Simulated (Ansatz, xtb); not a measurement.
# Two isomers of C4H10OSSi

We compare X, `CCC(=S)O[SiH2]C`, a singlet, with Y, `C[SiH2]SCC(C)=O`, a singlet. Both are isolated molecules in the gas phase, relaxed with r2SCAN-D4/def2-SVP, each in the lowest conformer that the search found.

Quicker runs give these differences E(Y) − E(X): GFN2-xTB +94.2 kJ/mol; HF/STO-3G +2.9 kJ/mol (at GFN2-xTB geometries); r2SCAN-D4/def2-SVP//GFN2-xTB +32.0 kJ/mol.

Estimate E(Y) − E(X) at the level CCSD(T)/def2-SVP + ΔMP2/def2-TZVPP.

Calculated at CCSD(T)/def2-SVP + ΔMP2/def2-TZVPP: E(Y) − E(X) = +40.5 kJ/mol, so structure X lies lower.

The same difference at several levels:

```
                             level            geometry  E(Y) − E(X) (kJ/mol)  departure from the last row (kJ/mol)  job, with rough time for the two
                          GFN2-xTB            GFN2-xTB                   +94.2                                 +53.8              optimisation, 0.35 s
                         HF/STO-3G            GFN2-xTB                    +2.9                                 −37.5              single point, 0.64 s
      r2SCAN-D4/def2-SVP//GFN2-xTB            GFN2-xTB                   +32.0                                  −8.5               single point, 4.4 s
                r2SCAN-D4/def2-SVP  r2SCAN-D4/def2-SVP                   +39.3                                  −1.2                optimisation, 84 s
                       HF/def2-SVP  r2SCAN-D4/def2-SVP                   +35.1                                  −5.4           part of the CCSD(T) run
                      MP2/def2-SVP  r2SCAN-D4/def2-SVP                   +42.0                                  +1.5           part of the CCSD(T) run
                  CCSD(T)/def2-SVP  r2SCAN-D4/def2-SVP                   +38.3                                  −2.2                      single point
CCSD(T)/def2-SVP + ΔMP2/def2-TZVPP  r2SCAN-D4/def2-SVP                   +40.5                                                      single point, 96 s
```

As drawn, Y has 1 S–Si, 1 C–S, 1 C=O in place of 1 C=S, 1 C–O, 1 O–Si.

The levels shown agree on the order. The largest departure from CCSD(T)/def2-SVP + ΔMP2/def2-TZVPP is that of GFN2-xTB, 53.8 kJ/mol. The last row adds to CCSD(T) the change of the MP2 difference between the two basis sets, here +2.2 kJ/mol.

With thermal terms from frequencies at re-optimised GFN2-xTB minima (ideal gas, soft modes damped towards free rotors, one conformer each, 298.15 K, 1 atm): on the last row, ΔE + ΔZPE = +37.5, ΔH = +37.9, ΔG = +37.7 kJ/mol.

The correlated steps freeze 15 core orbitals. Run with Ansatz 0.2.0, xtb 6.7.1; the last row on 2 threads of Intel(R) Xeon(R) Platinum 8559C (Emerald Rapids) on a shared host.

The thionoester X lies below the α-silylthio ketone Y by +40.5 kJ/mol, and the preference is essentially electronic, since ΔG remains at +37.7 kJ/mol. Two bonding effects oppose each other. Y gains a C=O bond, much stronger than C=S because carbon and sulfur π orbitals overlap less well, but it gives up the strong, polar Si–O bond for a weaker Si–S one. X also has a C–O bond in place of C–S, and its bridging oxygen can donate a lone pair into the thiocarbonyl π* orbital, a conjugation that the saturated CH2 group denies to sulfur in Y. Together these terms probably outweigh the carbonyl advantage, though the total difference does not separate them.

Hartree–Fock in def2-SVP already gives +35.1 kJ/mol, so the ordering does not depend on electron correlation; the near-degeneracy in STO-3G probably reflects mainly the missing polarisation functions on silicon and sulfur. The energies say nothing about the barrier to interconversion, which would require extensive rearrangement of the skeleton.
